**Basis-set convergence of the atomization energy of PH₃ in a local spin-density functional**

The table holds the atomization energy of phosphine at the SPW92 level in six basis sets, from STO-3G to cc-pV(Q+d)Z, counted from the quadruple-zeta value at one fixed MP2 shape. The program splits each shift into the error of the molecule and that of the free atoms, estimates the cost of the contracted hydrogen 1s function of STO-3G with a Slater model, tests the X⁻³ law on the correlation-consistent sets and extrapolates them with that law and with exponentials. Both errors fall at every step and cancel in part; STO-3G overbinds because its atoms are worse than its molecule, and the d shell on P removes 81% of the 6-31G deficit. The X⁻³ law predicts a last step about four times too large, and three extrapolations of the basis limit spread over 1.2 kJ/mol with differing signs.

Atomization energy of PH₃ (neutral singlet) in six basis sets, computed with Ansatz 0.2.0 using the local spin-density functional SPW92, with restricted Kohn–Sham orbitals for the molecule. The molecular geometry is fixed at the MP2(full)/6-31G* shape; all electrons are included and relativity is neglected.

## Script

```python
# Table: atomization energy (AE) of PH3 less its cc-pV(Q+d)Z value, Ansatz 0.2.0, SPW92, six basis sets, fixed MP2 shape.
# Tested: shift = atom error - molecule error; role of d on P; contracted H 1s in STO-3G; X^-3 and exponential convergence.
T = {
    'row_basis': ['STO-3G', '6-31G', '6-31Gstar', 'cc-pV(D+d)Z', 'cc-pV(T+d)Z', 'cc-pV(Q+d)Z'],
    'row_functions': [12, 19, 25, 38, 81, 154],
    'row_shift': [371.0, -104.9, -20.2, -14.7, -0.8, 0.0],  # kJ/mol
    'cost': [0.3, 0.4, 0.4, 0.4, 0.6, 2],  # s
}
import numpy as np
from itertools import product
from scipy.constants import physical_constants as pc, e, N_A
eV = e*N_A/1e3
Ha = pc['Hartree energy'][0]*N_A/1e3
b = T['row_basis']; N = np.array(T['row_functions']); s = np.array(T['row_shift'], float)
# further outputs of the same runs: PH3 total energies (eV), quadruple-zeta AE (kJ/mol), geometry (A)
E = np.array([-9195.25081, -9300.1239, -9301.14055, -9301.76291, -9302.31676, -9302.4282])
AEQ = 1129.1
P = np.array([0, 0, 0.07]); H1 = np.array([0, 1.20, -0.68]); H2 = np.array([1.04, -0.60, -0.68])
r = np.linalg.norm(H1-P)
ang = np.degrees(np.arccos((H1-P)@(H2-P)/r/np.linalg.norm(H2-P)))
print(f"shape from rounded coordinates: P-H {r:.2f} A, H-P-H {ang:.0f} deg")
# shells (s,p,d,f,g) on P and on H; 6-31G* has six Cartesian d
sh = [((3,2),(1,)), ((4,3),(2,)), ((4,3,1),(2,)), ((4,3,2),(2,1)), ((5,4,3,1),(3,2,1)), ((6,5,4,2,1),(4,3,2,1))]
cnt = lambda t: sum(n*(2*l+1) for l, n in enumerate(t))
Nc = [cnt(p)+3*cnt(h)+(1 if i == 2 else 0) for i, (p, h) in enumerate(sh)]
print("functions counted from shells:", Nc, " table:", [int(x) for x in N])
m = (E-E[-1])*eV; a = m+s
print("rounding: shift and atom error 0.05 kJ/mol, molecule error under 0.01")
print("errors against quadruple zeta, kJ/mol")
print("basis          molecule     atoms    shift      AE  shift/AE(Q)%  |shift|/molecule%")
for i in range(5):
    print(f"{b[i]:12s} {m[i]:10.1f} {a[i]:9.1f} {s[i]:8.1f} {AEQ+s[i]:7.1f} {100*s[i]/AEQ:10.2f} {100*abs(s[i])/m[i]:13.1f}")
print("steps, kJ/mol: added functions, molecule falls, atoms fall, AE change, AE change per function")
dm, da, ds, dN = -np.diff(m), -np.diff(a), np.diff(s), np.diff(N)
for i in range(5):
    print(f"{b[i]:12s}-> {b[i+1]:12s} {dN[i]:3d} {dm[i]:9.1f} {da[i]:9.1f} {ds[i]:7.1f} {ds[i]/dN[i]:7.2f}")
print(f"d step: molecule/atoms gain {dm[1]/da[1]:.1f}; removes {100*ds[1]/abs(s[1]):.0f}% of the 6-31G shift")
z = 1.24  # scale factor that defines the STO-3G hydrogen function
cx = 0.75*(6/np.pi)**(1/3)*(27/64)/np.pi**(1/3)
print(f"free H atom as one Slater 1s held at z = {z} (rough size only), exchange coefficient {cx:.3f}")
for name, c in (("exact one-electron", 1.0), ("local spin exchange only", 1-5/16+cx)):
    pen = 0.5*(z-c)**2*Ha
    print(f"  {name}: best z {c:.2f}, penalty {pen:.0f} per H, {3*pen:.0f} for 3 H, {100*3*pen/s[0]:.0f}% of STO-3G shift")
q3 = (1/27-1/64)/(1/8-1/27)
print(f"step ratio (T->Q)/(D->T): X^-3 law gives {q3:.3f}")
for name, d in (("molecule", dm), ("atoms", da), ("AE", ds)):
    p = q3*d[3]
    print(f"  {name:9s} ratio {d[4]/d[3]:.3f}, T->Q step {d[4]:.2f}, X^-3 predicts {p:.2f}, miss {p-d[4]:+.2f} kJ/mol")
tail = lambda d1, d2: d2*(d2/d1)/(1-d2/d1)
print("exponential through D,T,Q (3 parameters, 3 points: no residual, no test)")
print(f"  left beyond Q: molecule {tail(dm[3], dm[4]):.2f}, atoms {tail(da[3], da[4]):.2f} kJ/mol")
print(f"  decay constant per X: molecule {np.log(dm[3]/dm[4]):.2f}, atoms {np.log(da[3]/da[4]):.2f}, AE {np.log(ds[3]/ds[4]):.2f}")
def lim(sD, sT):
    d1, d2 = sT-sD, -sT
    return [d2*27/37, tail(d1, d2), tail(dm[3], dm[4])-tail(dm[3]-d1, dm[4]-d2)]
L0 = lim(s[3], s[4])
L = np.array([lim(s[3]+u, s[4]+v) for u, v in product((-0.05, 0.05), repeat=2)])
print("AE limit less AE(Q), kJ/mol (range from rounding of the shifts)")
for k, name in enumerate(("X^-3 from T,Q", "exponential on AE", "exponentials on molecule and atoms")):
    print(f"  {name}: {L0[k]:+.2f} ({L[:, k].min():+.2f} to {L[:, k].max():+.2f})")
print(f"  spread of the three: {max(L0)-min(L0):.1f} kJ/mol, {100*(max(L0)-min(L0))/AEQ:.2f}% of AE(Q)")
print(f"largest shifts: {b[0]} {s[0]:+.1f}, {b[1]} {s[1]:+.1f} kJ/mol")
print(f"rough times: {min(T['cost'][:5])} to {max(T['cost'][:5])} s below Q, {T['cost'][5]} s at Q")
assert list(N) == Nc
assert (dm > 0).all() and (da > 0).all()
assert s[0] > 0 and (s[1:5] < 0).all() and dm[1] > 5*da[1]
assert ds[4]/ds[3] < 0.5*q3
```

It prints:

```
shape from rounded coordinates: P-H 1.42 A, H-P-H 95 deg
functions counted from shells: [12, 19, 25, 38, 81, 154]  table: [12, 19, 25, 38, 81, 154]
rounding: shift and atom error 0.05 kJ/mol, molecule error under 0.01
errors against quadruple zeta, kJ/mol
basis          molecule     atoms    shift      AE  shift/AE(Q)%  |shift|/molecule%
STO-3G          10341.0   10712.0    371.0  1500.1      32.86           3.6
6-31G             222.3     117.4   -104.9  1024.2      -9.29          47.2
6-31Gstar         124.2     104.0    -20.2  1108.9      -1.79          16.3
cc-pV(D+d)Z        64.2      49.5    -14.7  1114.4      -1.30          22.9
cc-pV(T+d)Z        10.8      10.0     -0.8  1128.3      -0.07           7.4
steps, kJ/mol: added functions, molecule falls, atoms fall, AE change, AE change per function
STO-3G      -> 6-31G          7   10118.7   10594.6  -475.9  -67.99
6-31G       -> 6-31Gstar      6      98.1      13.4    84.7   14.12
6-31Gstar   -> cc-pV(D+d)Z   13      60.0      54.5     5.5    0.42
cc-pV(D+d)Z -> cc-pV(T+d)Z   43      53.4      39.5    13.9    0.32
cc-pV(T+d)Z -> cc-pV(Q+d)Z   73      10.8      10.0     0.8    0.01
d step: molecule/atoms gain 7.3; removes 81% of the 6-31G shift
free H atom as one Slater 1s held at z = 1.24 (rough size only), exchange coefficient 0.268
  exact one-electron: best z 1.00, penalty 76 per H, 227 for 3 H, 61% of STO-3G shift
  local spin exchange only: best z 0.96, penalty 106 per H, 319 for 3 H, 86% of STO-3G shift
step ratio (T->Q)/(D->T): X^-3 law gives 0.243
  molecule  ratio 0.201, T->Q step 10.75, X^-3 predicts 13.01, miss +2.26 kJ/mol
  atoms     ratio 0.252, T->Q step 9.95, X^-3 predicts 9.62, miss -0.33 kJ/mol
  AE        ratio 0.058, T->Q step 0.80, X^-3 predicts 3.38, miss +2.58 kJ/mol
exponential through D,T,Q (3 parameters, 3 points: no residual, no test)
  left beyond Q: molecule 2.71, atoms 3.35 kJ/mol
  decay constant per X: molecule 1.60, atoms 1.38, AE 2.86
AE limit less AE(Q), kJ/mol (range from rounding of the shifts)
  X^-3 from T,Q: +0.58 (+0.55 to +0.62)
  exponential on AE: +0.05 (+0.04 to +0.06)
  exponentials on molecule and atoms: -0.64 (-0.69 to -0.59)
  spread of the three: 1.2 kJ/mol, 0.11% of AE(Q)
largest shifts: STO-3G +371.0, 6-31G -104.9 kJ/mol
rough times: 0.3 to 0.6 s below Q, 2 s at Q
```
